## Reading the bands of lead sulfide from its density of states

A density of states tells how many electrons a crystal can hold at each energy. Its projections tell which atomic orbitals those electrons occupy. In lead sulfide every Pb atom has six S neighbours and every S atom six Pb neighbours. The table lists the total for one PbS unit and the parts on Pb s, Pb p, S s and S p orbitals. Energies count from the Fermi level, which lies in the gap, so states below zero are filled and states above it are empty.

Density of states of rock-salt PbS (two-atom cell, not relaxed), averaged over 0.50 eV bins, and its projections on atomic orbitals. Calculated with Ansatz 0.2.0 in scalar-relativistic LDA without spin polarisation, using PAW datasets, a plane-wave cutoff of 420 eV, a Γ-centred 7×7×7 k-mesh and Fermi-Dirac filling of width 0.1 eV.

```csv
bin centre from the Fermi level (eV),total (states/eV/cell),on S p (states/eV/cell),on Pb p (states/eV/cell),on Pb s (states/eV/cell),on S s (states/eV/cell)
-11.78,0.47,0.00,0.04,0.01,0.41
-11.28,0.00,0.00,0.00,0.00,0.00
-10.78,0.00,0.00,0.00,0.00,0.00
-10.28,0.00,0.00,0.00,0.00,0.00
-9.78,0.00,0.00,0.00,0.00,0.00
-9.28,0.00,0.00,0.00,0.00,0.00
-8.78,0.72,0.16,0.01,0.53,0.02
-8.28,2.00,0.33,0.03,1.51,0.11
-7.78,0.97,0.13,0.01,0.69,0.13
-7.28,0.22,0.03,0.00,0.14,0.05
-6.78,0.09,0.01,0.00,0.06,0.02
-6.28,0.00,0.00,0.00,0.00,0.00
-5.78,0.00,0.00,0.00,0.00,0.00
-5.28,0.03,0.02,0.02,0.00,0.00
-4.78,0.50,0.27,0.21,0.01,0.00
-4.28,0.73,0.43,0.27,0.02,0.01
-3.77,1.29,0.82,0.41,0.02,0.01
-3.27,1.87,1.30,0.50,0.03,0.02
-2.77,2.14,1.61,0.44,0.05,0.02
-2.27,2.10,1.72,0.28,0.06,0.01
-1.77,1.14,0.84,0.15,0.12,0.01
-1.27,1.79,1.25,0.22,0.28,0.02
-0.78,0.40,0.26,0.05,0.08,0.01
-0.28,0.00,0.00,0.00,0.00,0.00
0.23,0.00,0.00,0.00,0.00,0.00
0.72,0.18,0.03,0.11,0.01,0.03
1.23,0.83,0.11,0.56,0.02,0.11
1.73,1.18,0.15,0.84,0.02,0.12
2.23,1.33,0.16,1.02,0.01,0.07
2.73,1.47,0.23,1.10,0.01,0.03
3.23,1.82,0.36,1.20,0.01,0.02
3.73,2.34,0.51,1.36,0.01,0.01
4.22,1.99,0.52,1.15,0.00,0.00
```

### 1. Which band holds more electrons, the one near -8 eV or the one near -3 eV?

Peak heights don't decide this, since both bands reach about 2 states per eV. What counts is the area. The rows from -8.78 to -6.78 eV add up to 4.00 states per eV, and multiplied by the bin width of 0.50 eV this gives 2.0 electrons. The rows from -5.28 to -0.78 eV give 6.0 in the same way.

These are the numbers for one filled s shell and one filled p shell. The projections name them: the lower band is mainly Pb 6s, the upper one mainly S 3p. The first row of the table is only the upper edge of the S 3s band, most of which lies below the window, so its small height doesn't mean a small band.

### 2. Why does Pb s appear in both bands?

Neighbouring orbitals mix. Take one Pb s level and, above it, one S p level. Mixing turns them into a lower state with a fraction w of S p and an upper state with the same fraction w of Pb s, because each orbital must be shared out completely between the two states. What S p lends to the lower band, Pb s must therefore lend to the upper one.

The areas agree with this: the lower band holds 0.33 electron on S p, and the upper band 0.34 on Pb s. The model has no adjustable constant, and the output after this text lists the weights. The agreement supports the picture but is a mild test, since the weights of all orbitals together have to balance in any case.

### 3. Does this mixing bind the crystal?

Hardly. Both mixed states are filled, so what the lower one gains in energy the upper one roughly loses. Mixing adds to the attraction between the ions only where filled states mix with empty ones, and here the empty partner is Pb p. In a purely ionic crystal of Pb²⁺ and S²⁻ the Pb p orbitals would be empty, yet the upper valence band holds about 1.3 electrons on them.

The two-level model of question 2 leaves this larger effect out. It accounts for the exchange between Pb s and S p, but most of the weight that S p loses from its own band goes to Pb p. How much exactly depends on the atomic orbitals chosen for the projection. That PbS is partly covalent doesn't hang on this choice: dividing the electron density of the same calculation into atoms gives charges of about ±0.9, well short of ±2.

### 4. Why does Pb s gather at the top of the valence band?

Above -2 eV, Pb s makes up 14% of the valence states, and below -2 eV only 2%. In the two-level model the upper state is the antibonding one, and mixing raises it above the pure S p level by w times the distance between the two mixed states. In the row at -0.78 eV the fraction w is 0.08/0.40 = 0.20, and the Pb 6s band lies about 7 eV lower. The push is then 0.20 × 7 eV, or between 1 and 2 eV. This is an order of magnitude only, as Pb p acts on the same bands. The states with the most Pb s are thus pushed highest.

Symmetry decides which states these are. Consider a Pb atom between two S atoms on opposite sides. If the electron wave has the same phase in every cell, the two S p orbitals point the same way, and one turns its positive lobe to the Pb atom while the other turns its negative lobe. Their overlaps with the round Pb s orbital cancel. At the point L, on the boundary of the Brillouin zone, the phase reverses from one S atom to the other, so the overlaps add up. In this calculation both band edges fall on a mesh point next to L, and the edges of PbS are known to lie at L itself.

### 5. What does the same argument say about the lowest empty states?

At L the roles are swapped. A Pb p orbital has lobes of opposite sign, so it overlaps with S s orbitals whose sign alternates, and no longer with S p. The bottom of the conduction band should therefore be Pb p with some S s. The table bears this out: S s makes up 12% of the empty states below 2 eV, but only about 1% of those above. About as much S p as S s is found below 2 eV, because these rows cover points away from L, where S p may mix in. Both edges of the gap thus carry antibonding character, each with the s shell of the other element. The valence top at L has a second advantage: at most other points Pb p pushes the filled S p states down, but at L it can't.

### 6. What would change if calcium replaced lead?

Calcium also gives two electrons to sulfur, but it keeps no filled s shell just below S 3p. The band of two electrons near -8 eV would vanish, and with it the push that lifts the valence top at L. Calcium sulfide, which has the same structure, indeed has its valence top at the zone centre and a much wider gap. The wider gap has a second cause: the empty levels of calcium lie higher than Pb 6p.

### 7. How wide is the gap, and which digits can be trusted?

The two bins around zero that are printed as 0.00 span 1.0 eV, but each of them hides a band edge. The levels on the k-mesh itself give 0.89 eV. That value is sharp and still too large for this level of theory, because the mesh steps over L, where the edges lie. Spin-orbit coupling, which is left out, would narrow the gap further by splitting the Pb p levels and lowering the conduction edge. The local density approximation itself tends to make gaps too small, so these errors partly cancel. Comparing 0.89 eV with experiment would therefore not test it.

The cell matters too. The calculation finds it under a tension of about 3 GPa, so it would shrink if relaxed. Shorter contacts strengthen the mixing at both edges of the gap and lift both, so this argument alone doesn't tell whether the gap grows or shrinks. Experiment does: the gap of rock-salt PbS narrows under pressure, so relaxing this cell should narrow it too. The PAW datasets were made for another functional, PBE, which adds an error of unknown size to both the tension and the gap.

The areas are far sturdier: rounding of the printed heights can shift the count of six electrons by at most 0.03. For a table of this kind the working rule is to take electron counts and orbital character from sums over whole bands, and to take the gap from a calculation that includes the k-point where the edges lie and, with an element as heavy as lead, spin-orbit coupling.

Numerical output:

```
electrons in the cut S 3s row: 0.235
electrons in the mainly Pb 6s band: 2
electrons in the mainly S 3p band: 5.995
electrons below the window, of 20 in the cell: 11.77
Pb s weight in the Pb 6s band, electrons: 1.465
S p weight in the Pb 6s band, electrons: 0.33
Pb s weight in the S 3p band, electrons: 0.335
S p weight in the S 3p band, electrons: 4.26
Pb p weight in the S 3p band, electrons: 1.275
S p weight in the empty rows, states: 1.035
all states in the empty rows: 5.57
Pb s share in the valence rows above -2 eV, percent: 14.41
Pb s share in the valence rows below -2 eV, percent: 2.194
Pb s share in the row at -0.78 eV, percent: 20
S s share in the empty rows below 2 eV, percent: 11.87
S s share in the empty rows above 2 eV, percent: 1.453
Pb p share in all empty rows, percent: 65.89
rough two-level push at the valence top, order of magnitude only, eV: 1.476
width of the bins printed as zero around the Fermi level, eV: 1
largest rounding error of the S 3p band count, electrons: 0.025
```
